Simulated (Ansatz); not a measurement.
## Mg: the change of pressure with volume per atom

Results calculated with Ansatz 0.2.0, not measured. Periodic Kohn-Sham DFT of a crystal at fixed atoms; pressure and stress are positive in compression; the energy is the free energy less that of spherical unpolarised free atoms; site moments are those in the method's own spheres, positive along +z.

Cell of the first row (space group Fm-3m, No. 225):
```
cell vectors (Å)
   0.0000     2.1984     2.1984
   2.1984     0.0000     2.1984
   2.1984     2.1984     0.0000
atoms (fractions of the cell vectors)
Mg  0.00000  0.00000  0.00000
```

Settings of every row: method frozen-core PAW; functional LDA; relativity scalar; k mesh 16x16x16; filling fermi-dirac; smearing width 0.03 eV; wave cutoff 420 eV; paw set soft_2.

Atom start moment: 0 on all atoms.

Limits: PAW files made with PBE; the cell comes from a prototype or a list of computed structures and needn't be the stable phase.

| row | volume per atom (Å³) | pressure (GPa) |
| --- | --- | --- |
| 1 | 21.251 | 1.011 |
| 2 | 21.262 | 0.988 |
| 3 | 21.703 | 0.146 |
| 4 | 22.155 | ? |
| 5 | 22.381 | -0.998 |
| 6 | 22.607 | -1.342 |
| 7 | 22.833 | -1.669 |
| 8 | 23.512 | -2.554 |

Question: what pressure should row 4 give?

Worked fit of pressure. Take u = (V_r/V)^(2/3) − 1 with V_r = 22.381 Å³ an atom, which is twice the finite (Eulerian) strain; such expansions in the strain, on which the Birch-Murnaghan equation of state is built, carry the rest volume and the bulk modulus. The shown rows have u = 0.03514, 0.03479, 0.02072, 0, -0.00668, -0.01324, -0.03233. Least squares give pressure = −0.9979 + 52.451 × u + 133.67 × u² GPa; a straight line predicts inner rows, each left out in turn, worse (root mean square 0.067 against 0.00057 GPa). The rows lie off it by 0.001, -0.001, 0.000, 0.000, 0.000, 0.000, 0.000. The pressure vanishes at u = 0.0182, or V = 21.78 Å³ an atom, and there the bulk modulus at fixed shape and fractions is B = −V dP/dV = (2/3)(1 + u) dP/du = 38.9 GPa. The withheld row has u = 0.00679, so the fit gives −0.9979 + 52.451 × (0.00679) + 133.67 × (0.00679)² = -0.636 GPa.

The calculation gave -0.636 GPa. The fit meets it to the printed digit.
